**Paper estimates of χT and the first excitation of octahedral 3d³⁺ ions**

The table holds ground levels, first excitations and χT at 2, 50 and 300 K for Ti3+ to Cu3+ among six −1 point charges, from state-averaged CASSCF over the 3d shell with spin-orbit state interaction (OpenMolcas, ANO-RCC-VDZP, DKH2). The program tests a hand rule built on rough recalled spin-orbit constants and a 10Dq interpolated from three computed splittings: a shifted $g$ with a temperature-independent term for A2 and E ground terms, and an effective $l = 1$ for T terms. It compares the rule with spin-only, with the limit in which $J$ forms first, and with a diagonalisation of the whole Hund term. At 300 K the mean error relative to the table is 14.7% for the rule, 28.1% for spin-only and 2.0% for the whole term, and the rule's falls to 4.5% for the six rows with $|\lambda|/10Dq < 0.05$. The rule fails for Ni3+ and Cu3+, misses the V3+ splitting and halves the Mn3+ one, and Ti3+ at 300 K is the one exception to the sign pattern about spin-only.

OpenMolcas 26.06, state-averaged CASSCF over the 3d shell with spin-orbit state interaction (atomic mean-field integrals), DKH2, ANO-RCC-VDZP. Each 3+ ion sits in a regular octahedron of six point charges of −1 e. Ground levels carry double-group labels; χT is the powder susceptibility times temperature, from Van Vleck's formula.

## Script

```python
# Table: first excitation and chiT of 3d M3+ ions among six -1 point charges; OpenMolcas CASSCF(3d) + spin-orbit, ANO-RCC-VDZP, DKH2.
# Tested: hand rule from S, lambda = +-zeta/2S and 10Dq, against spin-only, the J-first limit and the whole Hund term diagonalised.
T = {
    'ion': ['Ti3+', 'V3+', 'Cr3+', 'Mn3+', 'Fe3+', 'Co3+', 'Ni3+', 'Cu3+'],
    'n': [1, 2, 3, 4, 5, 6, 7, 8],
    'charge_distance': [1.86, 1.79, 1.89, 2.08, 2.0, 1.67, 1.75, 1.91],  # Å
    'mult': [2, 3, 4, 5, 6, 5, 4, 3],
    'label': ['G8', 'E', 'G8', 'A1', 'unlabelled', 'T2', 'G6', 'T2'],
    'deg': [4, 2, 4, 1, 6, 3, 2, 3],
    'gap': [226, 21.5, 3120, 48.5, 36900, 258, 416, 1400],  # 1/cm
    'chi_2': [0.007, 0.008, 1.43, 0.097, 4.39, 3.29, 2.19, 2.36],  # cm3 K/mol
    'chi_50': [0.118, 0.189, 1.46, 1.64, 4.39, 3.71, 2.66, 2.42],  # cm3 K/mol
    'chi_300': [0.465, 0.874, 1.62, 2.42, 4.39, 4.42, 4.2, 2.71],  # cm3 K/mol
}
import numpy as np
from scipy import constants as c
hc = c.h*c.c*100; C = c.N_A*c.value('Bohr magneton')**2*c.mu_0/(4*np.pi)*1e6/hc; k = c.k/hc; ge = abs(c.value('electron g factor'))
ion = T['ion']; n = np.array(T['n'], int); R = np.array(T['charge_distance'], float); S = (np.array(T['mult'], float)-1)/2
gap, x2, x50, x300 = (np.array(T[q], float) for q in ('gap', 'chi_2', 'chi_50', 'chi_300'))
zeta = np.array([{1:150, 2:210, 3:270, 4:350, 5:460, 6:580, 7:710, 8:880}[m] for m in n], float)  # rough recalled values, 1/cm
lam = np.sign(5-n)*zeta/(2*S); ix = {m: i for i, m in enumerate(n)}
Dout = {1: 5281.5, 2: 8828.19-3997.52, 7: 5476.55-2457.83}  # 10Dq from term energies, outputs of the same runs
p = np.polyfit([m-1 for m in Dout], [np.log(d*R[ix[m]]**5) for m, d in Dout.items()], 1); D = np.exp(np.polyval(p, n-1))/R**5
Lq = {1:2, 2:3, 3:3, 4:2, 5:0, 6:2, 7:3, 8:3}; B = {1:1/120, 2:-1/600, 3:1/600, 4:-1/120, 5:0, 6:1/120, 7:-1/600, 8:1/600}
al = {1:-1.0, 2:-1.5, 6:-1.0, 7:-1.5}; mm = {3:8, 4:4, 5:0, 8:8}
def ops(j):
    m = np.arange(j, -j-1, -1.0); return np.diag(m), np.diag(np.sqrt(j*(j+1)-m[1:]*(m[1:]+1)), 1)
def solve(L, s, l, a, b, t):
    Z, P = ops(L); z, q = ops(s); I = np.eye(len(Z)); i = np.eye(len(z)); X = L*(L+1); P4 = np.linalg.matrix_power(P, 4)
    V = b*(35*Z**4-(30*X-25)*Z**2+(3*X*X-6*X)*I+2.5*(P4+P4.T))
    E, U = np.linalg.eigh(np.kron(V, i)+a*l*(np.kron(Z, z)+.5*(np.kron(P, q.T)+np.kron(P.T, q)))); E = E-E[0]
    M = (U.T@(a*np.kron(Z, i)+ge*np.kron(I, z))@U)**2; w = np.exp(-E/(k*t)); d = E[:, None]-E[None, :]; g = abs(d) < 1e-4
    f = np.where(g, w[:, None]/(k*t), (w[None, :]-w[:, None])/np.where(g, 1, d))
    return C*t*(M*f).sum()/w.sum(), (E[E > .01][0] if (E > .01).any() else 0.0)
def hand(i, t):
    m, s, l, d = n[i], S[i], lam[i], D[i]
    if m in al:
        J = s+1 if l > 0 else abs(s-1); X = J*(J+1); Y = s*(s+1)
        return solve(1, s, l, al[m], 0, t)[0], (0.0 if m == 2 else abs(al[m]*l)*(J if l > 0 else J+1)), (al[m]*(X+2-Y)+ge*(X+Y-2))/(2*X)
    g = ge-mm[m]*l/d; gp = {3: d-l/2*(s+1), 8: d+l/2*s, 4: 6*l*l/d, 5: 0.0}[m]
    if m == 4 and t < 10: return 4*C*(ge-8*l/d)**2*t/gp, gp, g
    return C/k*g*g*s*(s+1)/3+mm[m]*C*t/d, gp, g
N = range(len(n)); so = C/k*ge**2*S*(S+1)/3
H = {t: np.array([hand(i, t) for i in N]) for t in (2, 300)}
F = {t: np.array([solve(Lq[n[i]], S[i], lam[i], 1, B[n[i]]*D[i], t) for i in N]) for t in (2, 50, 300)}
print(f"N muB^2/hc = {C:.4f} cm3/mol per cm; kT(300 K) = {k*300:.1f} 1/cm; R^-5 range factor {(R.max()/R.min())**5:.2f}")
print(f"10Dq R^5 = {np.exp(p[1]):.0f} * {np.exp(p[0]):.3f}^(n-1) (1/cm, A); vs outputs: "+", ".join(f"{ion[ix[m]]} {d:.0f} ({100*(D[ix[m]]/d-1):+.0f}%)" for m, d in Dout.items()))
Ds = {m: 8*C*250/(x300[ix[m]]-x50[ix[m]]) for m in (3, 8)}
print("10Dq from chiT slope 50-300 K: "+", ".join(f"{ion[ix[m]]} {d:.0f} (rule {100*(D[ix[m]]/d-1):+.0f}%)" for m, d in Ds.items()))
print("ion lambda 10Dq |lam|/10Dq |lam|/kT300 g_rule | gap 1/cm: table, rule (err), whole term (err)")
for i in N:
    s = f"{H[2][i,1]:.0f} ({100*(H[2][i,1]/gap[i]-1):+.0f}%), {F[2][i,1]:.1f} ({100*(F[2][i,1]/gap[i]-1):+.0f}%)" if n[i] != 5 else "spin change, outside both models"
    print(f"{ion[i]} {lam[i]:+.0f} {D[i]:.0f} {abs(lam[i])/D[i]:.3f} {abs(lam[i])/k/300:.2f} {H[2][i,2]:.2f} | {gap[i]:g}, {s}")
print("chiT 300 K, cm3 K/mol: table, spin-only, rule, whole term, linear shortcut (T terms)")
for i in N:
    e = lambda v: f"{v:.3f} ({100*(v/x300[i]-1):+.0f}%)"
    a2 = al.get(n[i], 0)**2; Y = S[i]*(S[i]+1); lin = ", "+e((4*Y+2*a2-8/3*a2*Y*lam[i]/k/300)/8) if a2 else ""
    print(f"{ion[i]} {x300[i]:.3f}, {e(so[i])}, {e(H[300][i,0])}, {e(F[300][i,0])}{lin}")
print("chiT 2 K, cm3 K/mol: table, spin-only, rule, whole term (model minus table)")
for i in N: print(f"{ion[i]} {x2[i]:.3f}, "+", ".join(f"{v:.3f} ({v-x2[i]:+.3f})" for v in (so[i], H[2][i,0], F[2][i,0])))
for nm, a, b in (("spin-only", so, so), ("rule", H[300][:,0], H[2][:,0]), ("whole term", F[300][:,0], F[2][:,0])):
    r = abs(a/x300-1)*100; q = abs(b-x2)
    print(f"{nm}: 300 K mean {r.mean():.1f}% median {np.median(r):.1f}% worst {ion[r.argmax()]}; 2 K mean abs {q.mean():.2f} worst {ion[q.argmax()]}")
ok = abs(lam)/D < .05; r = abs(H[300][:,0]/x300-1)[ok]*100; r0 = abs(so/x300-1)[ok]*100
print(f"{ok.sum()} rows with |lam|/10Dq < 0.05, 300 K: rule mean {r.mean():.1f}% max {r.max():.1f}%; spin-only mean {r0.mean():.1f}% max {r0.max():.1f}%")
xc = 3/(4*S*(S+1))
print("shortcut meets spin-only at lam/kT = 3/[4S(S+1)]: "+", ".join(f"{ion[ix[m]]} {xc[ix[m]]:.3f} ({lam[ix[m]]/k/xc[ix[m]]:.0f} K)" for m in (1, 2))+"; Ti3+ output chiT 0.380 at 200 K")  # 0.380: output of same run
print("whole term at 50 K, error %: "+" ".join(f"{ion[i]} {100*(F[50][i,0]/x50[i]-1):+.0f}" for i in N))
for m, fac, j in ((6, 2.5, 1), (7, 11/3, .5), (8, 2.5, 1)):
    i = ix[m]; J = Lq[m]+S[i]; g = fac*(1+(ge-1)*S[i]/J); v = C/k*g*g*j*(j+1)/3
    print(f"{ion[i]} J-first limit: g {g:.2f}, chiT {v:.2f} ({100*(v/x2[i]-1):+.0f}% vs 2 K); g from table {np.sqrt(3*k*x2[i]/C/j/(j+1)):.2f}, rule {H[2][i,2]:.2f}")
i = ix[3]; print(f"Cr3+ g from 2 K {np.sqrt(3*k*x2[i]/C/3.75):.3f}; mixing term at 300 K: rule {8*C*300/D[i]:.3f}, from slope {8*C*300/Ds[3]:.3f}")
i = ix[4]; gm = np.sqrt(x2[i]*gap[i]/(8*C)); print(f"Mn3+ 2 K: g implied {gm:.2f}, lambda/10Dq {(ge-gm)/8:.3f}; rule with table gap {8*C*(ge-8*lam[i]/D[i])**2/gap[i]:.3f}")
print(f"V3+ interval 3 lambda = {3*lam[ix[2]]:.0f} 1/cm; output T1 level 337, or {336.83-0.6*gap[ix[2]]:.0f} above the E+T2 centre")  # 336.83: output of same run
print("rounding of the table: chiT 0.0005 to 0.005 cm3 K/mol, gap up to 0.4%")
assert all(all(x[n < 5] < so[n < 5]) and all(x[n > 5] > so[n > 5]) for x in (x2, x50))
assert all((x300 > so)[(n == 1) | (n > 5)]) and all((x300 < so)[(n > 1) & (n < 5)]) and abs(x300[ix[5]]/so[ix[5]]-1) < .01
assert all((lam[ix[m]]/k/300 < xc[ix[m]]) == (x300[ix[m]] > so[ix[m]]) for m in (1, 2))
assert 1.0 < Ds[3]/gap[ix[3]] < 1.1
```

Printed output:

```
N muB^2/hc = 0.2607 cm3/mol per cm; kT(300 K) = 208.5 1/cm; R^-5 range factor 3.00
10Dq R^5 = 110035 * 0.874^(n-1) (1/cm, A); vs outputs: Ti3+ 5282 (-6%), V3+ 4831 (+8%), Ni3+ 3019 (-1%)
10Dq from chiT slope 50-300 K: Cr3+ 3259 (rule +7%), Cu3+ 1798 (rule -7%)
ion lambda 10Dq |lam|/10Dq |lam|/kT300 g_rule | gap 1/cm: table, rule (err), whole term (err)
Ti3+ +150 4943 0.030 0.72 0.00 | 226, 225 (-0%), 231.7 (+3%)
V3+ +105 5231 0.020 0.50 0.25 | 21.5, 0 (-100%), 18.4 (-14%)
Cr3+ +90 3482 0.026 0.43 1.80 | 3120, 3369 (+8%), 3395.9 (+9%)
Mn3+ +88 1884 0.046 0.42 1.82 | 48.5, 24 (-50%), 27.5 (-43%)
Fe3+ +0 2002 0.000 0.00 2.00 | 36900, spin change, outside both models
Co3+ -145 4309 0.034 0.70 3.50 | 258, 290 (+12%), 250.2 (-3%)
Ni3+ -237 2979 0.079 1.14 4.34 | 416, 532 (+28%), 389.5 (-6%)
Cu3+ -440 1680 0.262 2.11 4.10 | 1400, 1460 (+4%), 1374.5 (-2%)
chiT 300 K, cm3 K/mol: table, spin-only, rule, whole term, linear shortcut (T terms)
Ti3+ 0.465, 0.376 (-19%), 0.447 (-4%), 0.462 (-1%), 0.445 (-4%)
V3+ 0.874, 1.003 (+15%), 0.894 (+2%), 0.888 (+2%), 0.807 (-8%)
Cr3+ 1.620, 1.880 (+16%), 1.692 (+4%), 1.682 (+4%)
Mn3+ 2.420, 3.008 (+24%), 2.642 (+9%), 2.609 (+8%)
Fe3+ 4.390, 4.387 (-0%), 4.387 (-0%), 4.387 (-0%)
Co3+ 4.420, 3.008 (-32%), 4.084 (-8%), 4.382 (-1%), 4.641 (+5%)
Ni3+ 4.200, 1.880 (-55%), 3.274 (-22%), 4.210 (+0%), 5.630 (+34%)
Cu3+ 2.710, 1.003 (-63%), 4.571 (+69%), 2.696 (-1%)
chiT 2 K, cm3 K/mol: table, spin-only, rule, whole term (model minus table)
Ti3+ 0.007, 0.376 (+0.369), 0.005 (-0.002), 0.007 (+0.000)
V3+ 0.008, 1.003 (+0.995), 0.054 (+0.046), 0.009 (+0.001)
Cr3+ 1.430, 1.880 (+0.450), 1.513 (+0.083), 1.506 (+0.076)
Mn3+ 0.097, 3.008 (+2.911), 0.228 (+0.131), 0.202 (+0.105)
Fe3+ 4.390, 4.387 (-0.003), 4.387 (-0.003), 4.387 (-0.003)
Co3+ 3.290, 3.008 (-0.282), 3.086 (-0.204), 3.270 (-0.020)
Ni3+ 2.190, 1.880 (-0.310), 1.778 (-0.412), 2.172 (-0.018)
Cu3+ 2.360, 1.003 (-1.357), 4.201 (+1.841), 2.338 (-0.022)
spin-only: 300 K mean 28.1% median 21.7% worst Cu3+; 2 K mean abs 0.83 worst Mn3+
rule: 300 K mean 14.7% median 6.0% worst Cu3+; 2 K mean abs 0.34 worst Cu3+
whole term: 300 K mean 2.0% median 0.8% worst Mn3+; 2 K mean abs 0.03 worst Mn3+
6 rows with |lam|/10Dq < 0.05, 300 K: rule mean 4.5% max 9.2%; spin-only mean 17.7% max 31.9%
shortcut meets spin-only at lam/kT = 3/[4S(S+1)]: Ti3+ 1.000 (216 K), V3+ 0.375 (403 K); Ti3+ output chiT 0.380 at 200 K
whole term at 50 K, error %: Ti3+ -2 V3+ +1 Cr3+ +5 Mn3+ +32 Fe3+ -0 Co3+ +0 Ni3+ +1 Cu3+ -1
Co3+ J-first limit: g 3.75, chiT 3.52 (+7% vs 2 K); g from table 3.63, rule 3.50
Ni3+ J-first limit: g 4.89, chiT 2.24 (+2% vs 2 K); g from table 4.83, rule 4.34
Cu3+ J-first limit: g 3.13, chiT 2.44 (+4% vs 2 K); g from table 3.07, rule 4.10
Cr3+ g from 2 K 1.746; mixing term at 300 K: rule 0.180, from slope 0.192
Mn3+ 2 K: g implied 1.50, lambda/10Dq 0.063; rule with table gap 0.114
V3+ interval 3 lambda = 315 1/cm; output T1 level 337, or 324 above the E+T2 centre
rounding of the table: chiT 0.0005 to 0.005 cm3 K/mol, gap up to 0.4%
```
